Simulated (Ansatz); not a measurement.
Zr: the change of energy less free atoms and pressure with volume per atom

Periodic Kohn-Sham DFT of a crystal at fixed atoms; pressure and stress are positive in compression; the energy is the free energy less that of spherical unpolarised free atoms; site moments are those in the method's own spheres, positive along +z. The results are calculated, by Ansatz 0.2.0.

Cell of the first row (space group P6_3/mmc, No. 194):
```
CELL_PARAMETERS angstrom
3.16600 0.00000 0.00000
-1.58300 2.74190 0.00000
0.00000 0.00000 5.04190
ATOMIC_POSITIONS crystal
Zr 0.33333 0.66667 0.25000
Zr 0.66667 0.33333 0.75000
```

Settings of every row: method all-electron LAPW; functional LDA; relativity scalar; k mesh 13x13x7; filling fermi-dirac; smearing width 0.03 eV; basis error target 0.25 meV/atom; nucleus gaussian.

Atom start moment: 0 on all atoms.

```
row  volume per atom (Å³)  energy less free atoms (eV/atom)  pressure (GPa)
  1                21.884                           -8.0846          -0.353
  2                 22.35                           -8.0805          -2.442
  3                22.815                           -8.0706          -4.347
  4                23.048                           -8.0636          -5.237
  5                23.281                           -8.0553          -6.088
  6                23.514                           -8.0459          -6.902
  7                23.746                           -8.0353          -7.681
  8                24.212                                 ?               ?
  9                24.678                           -7.9823         -10.468
```

Question: what energy less free atoms and pressure should row 8 give?

Worked fit of energy less free atoms. Take u = (V_r/V)^(2/3) − 1 with V_r = 23.164 Å³ an atom, which is twice the finite (Eulerian) strain; such expansions in the strain, on which the Birch-Murnaghan equation of state is built, carry the rest volume and the bulk modulus. The shown rows have u = 0.03862, 0.02414, 0.01017, 0.00335, -0.00335, -0.00995, -0.01641, -0.04133. Least squares give energy less free atoms = −8.05964 − 1.2312 × u + 15.311 × u² − 4.3 × u³ eV/atom; a parabola predicts inner rows, each left out in turn, worse (root mean square 7.3e-05 against 3.1e-05 eV/atom). All shown rows lie on it to the printed digit. The withheld row has u = -0.02907, so the fit gives −8.05964 − 1.2312 × (-0.02907) + 15.311 × (-0.02907)² − 4.3 × (-0.02907)³ = -8.0108 eV/atom.

The calculation gave -8.0108 eV/atom. The fit meets it to the printed digit.

Worked fit of pressure. Take u = (V_r/V)^(2/3) − 1 with V_r = 23.164 Å³ an atom, which is twice the finite (Eulerian) strain; such expansions in the strain, on which the Birch-Murnaghan equation of state is built, carry the rest volume and the bulk modulus. The shown rows have u = 0.03862, 0.02414, 0.01017, 0.00335, -0.00335, -0.00995, -0.01641, -0.04133. Least squares give pressure = −5.6658 + 127.201 × u + 266.99 × u² GPa; a straight line predicts inner rows, each left out in turn, worse (root mean square 0.13 against 0.0025 GPa). The rows lie off it by 0.002, -0.002, -0.002, 0.000, 0.001, 0.003, 0.000, -0.001. The withheld row has u = -0.02907, so the fit gives −5.6658 + 127.201 × (-0.02907) + 266.99 × (-0.02907)² = -9.138 GPa.

The calculation gave -9.138 GPa. The fit meets it to the printed digit.
